**Hyperfine couplings and spin populations in triplet Me$_3$Si–Si–Cl**

The table holds Mulliken spin populations, isotropic hyperfine couplings and the most positive dipolar eigenvalue for each kind of nucleus, from unrestricted PBE (PySCF; IGLO-III on C, Si, Cl and pcH-1 on H) at one frozen conformer. The program fits A iso as proportional to spin, and to spin times the nuclear g-factor, by least squares through the origin on all five rows. It then splits the spin into an s part from the contact term and a p part from the dipolar tensor, with rough recalled atomic constants. The first model gives wrong signs for Cl and H; the second gives the wrong sign for C and overshoots Cl by a factor 1.9. The s and p parts add to 95–96 % of the Mulliken spin on both silicon atoms, a closeness that depends on the rough constants, but overshoot on chlorine and disagree in sign on the two strongly coupled carbons. The carbon and hydrogen rows are averages of very unequal atoms.

Calculated values. Hyperfine couplings (13C, 1H, 29Si, 35Cl) and Mulliken spin populations of triplet C3H9ClSi2, SMILES C[Si](C)(C)[Si]Cl, averaged over equivalent atoms. PySCF 2.14.0 with density fitting, unrestricted PBE with pcH-1 on H and IGLO-III on C, Si and Cl, non-relativistic plus mean-field spin-orbit terms. Gas phase, PBE0-D3(BJ)/def2-SVP geometry.

## Analysis program

```python
# Table: Mulliken spin, A iso and most positive dipolar eigenvalue per kind of nucleus in triplet
# Me3Si-Si-Cl (PySCF, UKS PBE, IGLO-III / pcH-1). Tested: A iso = k*spin; A iso = k*gN*spin;
# and the split into s spin (contact) and p spin (dipolar) held against the Mulliken spin.
T = {
    'atom': ['C1', 'Si2', 'Si5', 'Cl6', 'H7'],
    'neighbours': ['H H H Si', 'C C C Si', 'Cl Si', 'Si', 'C'],
    'spin': [-0.003, 0.283, 1.557, 0.129, 0.005],  # e
    'a_iso': [9.3, -48.8, -254.0, 5.5, 3.8],  # MHz
    'dip': [2.6, 13.6, 76.5, 12.0, 2.6],  # MHz
}
import numpy as np
from scipy import constants as c
pc = lambda k: c.physical_constants[k][0]
mm = abs(pc('electron g factor'))*pc('Bohr magneton')*pc('nuclear magneton')/c.h/1e6
K = 2*c.mu_0/3*mm/pc('Bohr radius')**3
Dp = c.mu_0/(4*np.pi)*mm/1e-30
S2 = 2
# further outputs of the same run, atoms 1-15: Mulliken spin, spin density at nucleus (a0^-3)
sp = np.array([-0.0046229, 0.28286, -0.0062098, 0.00077617, 1.557327, 0.12939, -0.00083233, 0.0036254,
               0.015831, 0.0042189, 0.014972, -0.00034445, 0.00067157, 0.00068917, 0.0016432])
rho = np.array([0.027337, 0.11025, 0.025753, -0.0032835, 0.57407, 0.024367, -6.6136e-5, -1.3873e-4,
                7.1724e-3, -4.961e-5, 7.0986e-3, -1.7442e-4, 1.4008e-4, 2.0101e-4, 1.2702e-3])
# same run: contact coupling (MHz) of one atom per element, and dipolar eigenvalues (MHz)
fc = {'C': (0, 15.36606), 'Si': (4, -255.094578), 'Cl': (5, 5.341929), 'H': (8, 16.02996)}
ten = {'Si5': (4, [-59.819, -16.639, 76.459]), 'Si2': (1, [-27.104, 13.524, 13.580]),
       'Cl6': (5, [-17.856, 5.845, 12.012]), 'C1': (0, [-1.730, -1.708, 3.438]),
       'C3': (2, [-1.757, -1.705, 3.462]), 'C4': (3, [-0.548, -0.298, 0.846])}
# rough recalled atomic values (MHz): one valence s electron A0; one p electron b in b(2,-1,-1)
A0 = {'C': 3800, 'Si': -4600, 'Cl': 5700, 'H': 1400}
b = {'C': 110, 'Si': -110, 'Cl': 180}
grp = {'C1': [0, 2, 3], 'Si2': [1], 'Si5': [4], 'Cl6': [5], 'H7': list(range(6, 15))}
el = lambda a: a.rstrip('0123456789')
g = {e: v*S2/(K*rho[i]) for e, (i, v) in fc.items()}
at = T['atom']; s = np.array(T['spin']); A = np.array(T['a_iso']); d = np.array(T['dip'])
gn = np.array([g[el(a)] for a in at]); ix = {a: i for i, a in enumerate(at)}
print(f"contact constant K = {K:.1f} MHz a0^3; A = K gN rho / 2S with 2S = {S2}")
print("gN read back from the run: " + ", ".join(f"{e} {v:.3f}" for e, v in g.items()))
pred = {}
for name, x in (('A: k*spin', s), ('B: k*gN*spin', gn*s)):
    k = x@A/(x@x); p = k*x; pred[name[0]] = p
    print(f"Model {name}: k = {k:.1f} MHz/e, correlation {np.corrcoef(x, A)[0,1]:.4f}")
    for a, y, q, xi, si in zip(at, A, p, x, s):
        print(f"  {a:4s} table {y:7.1f} model {q:7.1f} residual {y-q:6.1f} rounding {abs(k*xi/si)*5e-4+0.05:.2f} MHz"
              f", sign {'right' if y*q > 0 else 'wrong'}")
print(f"Model B overshoot on Cl6: factor {pred['B'][ix['Cl6']]/A[ix['Cl6']]:.2f}")
i5, i2 = ix['Si5'], ix['Si2']
print(f"Si5/Si2 ratios: spin {s[i5]/s[i2]:.2f}, A iso {A[i5]/A[i2]:.2f}, dipolar {d[i5]/d[i2]:.2f}")
print(f"dipolar/spin: Si5 {d[i5]/s[i5]:.1f}, Si2 {d[i2]/s[i2]:.1f} MHz/e; 2S*A iso of Si5 {S2*A[i5]:.0f} MHz")
print("Row means, unrounded: spin (e), density (a0^-3), density/spin, apparent s spin (e), s/spin")
for a in at:
    m, r = sp[grp[a]].mean(), rho[grp[a]].mean(); ss = K*g[el(a)]*r/A0[el(a)]
    print(f"  {a:4s} {m:8.4f} {r:8.4f} {r/m:7.2f} {ss:8.4f} {ss/m:7.3f}")
print("Model C, single atoms (e): s, two p excesses over least direction, s+p, Mulliken, ratio")
rat = {}
for a, (i, t) in ten.items():
    u = np.sort(np.array(t)*S2/b[el(a)]); x, y = (u[2]-u[0])/3, (u[1]-u[0])/3
    ss = K*g[el(a)]*rho[i]/A0[el(a)]; rat[a] = (ss+x+y)/sp[i]
    print(f"  {a:4s} {ss:7.4f} {x:6.3f} {y:6.3f} {ss+x+y:6.3f} {sp[i]:7.4f} {rat[a]:6.2f}"
          f"  closing shift per p direction {(sp[i]-ss-x-y)/3:6.3f}")
print("  recalled A0 and b are rough; s and p scale inversely with them")
aC = K*g['C']*rho[grp['C1']]/S2; aH = K*g['H']*rho[6:]/S2
print("contact, C1 C3 C4 (MHz): " + " ".join(f"{v:.1f}" for v in aC) + f"; mean {aC.mean():.1f}")
print("contact, H7-H15 (MHz): " + " ".join(f"{v:.1f}" for v in aH) + f"; mean {aH.mean():.1f}")
print(f"nine H: correlation with spin {np.corrcoef(sp[6:], aH)[0,1]:.3f}, opposite signs on {int((sp[6:]*aH < 0).sum())}")
print(f"share of H contact sum on the two largest: {100*np.sort(aH)[-2:].sum()/aH.sum():.0f} %")
rH = (2*Dp*g['H']*s[i5]/S2/d[ix['H7']])**(1/3)
print(f"H dipolar as point dipole of Si5 spin: implied distance {rH:.1f} angstrom; gH/gC = {g['H']/g['C']:.2f}")
assert abs(g['H']/pc('proton g factor')-1) < 0.001
assert pred['A'][ix['Cl6']]*A[ix['Cl6']] < 0 and pred['A'][ix['H7']]*A[ix['H7']] < 0
assert [a for a, y, q in zip(at, A, pred['B']) if y*q < 0] == ['C1']
assert 0.8 < rat['Si5'] < 1.2 and 0.8 < rat['Si2'] < 1.2 and rat['Cl6'] > 1.2
```

Printed output:

```
contact constant K = 800.2 MHz a0^3; A = K gN rho / 2S with 2S = 2
gN read back from the run: C 1.405, Si -1.111, Cl 0.548, H 5.586
Model A: k*spin: k = -162.1 MHz/e, correlation -0.9956
  C1   table     9.3 model     0.5 residual    8.8 rounding 0.13 MHz, sign right
  Si2  table   -48.8 model   -45.9 residual   -2.9 rounding 0.13 MHz, sign right
  Si5  table  -254.0 model  -252.3 residual   -1.7 rounding 0.13 MHz, sign right
  Cl6  table     5.5 model   -20.9 residual   26.4 rounding 0.13 MHz, sign wrong
  H7   table     3.8 model    -0.8 residual    4.6 rounding 0.13 MHz, sign wrong
Model B: k*gN*spin: k = 147.0 MHz/e, correlation 0.9987
  C1   table     9.3 model    -0.6 residual    9.9 rounding 0.15 MHz, sign wrong
  Si2  table   -48.8 model   -46.2 residual   -2.6 rounding 0.13 MHz, sign right
  Si5  table  -254.0 model  -254.2 residual    0.2 rounding 0.13 MHz, sign right
  Cl6  table     5.5 model    10.4 residual   -4.9 rounding 0.09 MHz, sign right
  H7   table     3.8 model     4.1 residual   -0.3 rounding 0.46 MHz, sign right
Model B overshoot on Cl6: factor 1.89
Si5/Si2 ratios: spin 5.50, A iso 5.20, dipolar 5.62
dipolar/spin: Si5 49.1, Si2 48.1 MHz/e; 2S*A iso of Si5 -508 MHz
Row means, unrounded: spin (e), density (a0^-3), density/spin, apparent s spin (e), s/spin
  C1    -0.0034   0.0166   -4.95   0.0049  -1.465
  Si2    0.2829   0.1103    0.39   0.0213   0.075
  Si5    1.5573   0.5741    0.37   0.1109   0.071
  Cl6    0.1294   0.0244    0.19   0.0019   0.014
  H7     0.0045   0.0017    0.38   0.0055   1.219
Model C, single atoms (e): s, two p excesses over least direction, s+p, Mulliken, ratio
  Si5   0.1109  0.826  0.564  1.501  1.5573   0.96  closing shift per p direction  0.019
  Si2   0.0213  0.247  0.000  0.268  0.2829   0.95  closing shift per p direction  0.005
  Cl6   0.0019  0.111  0.088  0.200  0.1294   1.55  closing shift per p direction -0.024
  C1    0.0081  0.031  0.000  0.040 -0.0046  -8.55  closing shift per p direction -0.015
  C3    0.0076  0.032  0.000  0.040 -0.0062  -6.37  closing shift per p direction -0.015
  C4   -0.0010  0.008  0.002  0.009  0.0008  11.59  closing shift per p direction -0.003
  recalled A0 and b are rough; s and p scale inversely with them
contact, C1 C3 C4 (MHz): 15.4 14.5 -1.8; mean 9.3
contact, H7-H15 (MHz): -0.1 -0.3 16.0 -0.1 15.9 -0.4 0.3 0.4 2.8; mean 3.8
nine H: correlation with spin 0.956, opposite signs on 2
share of H contact sum on the two largest: 92 %
H dipolar as point dipole of Si5 spin: implied distance 3.6 angstrom; gH/gC = 3.98
```
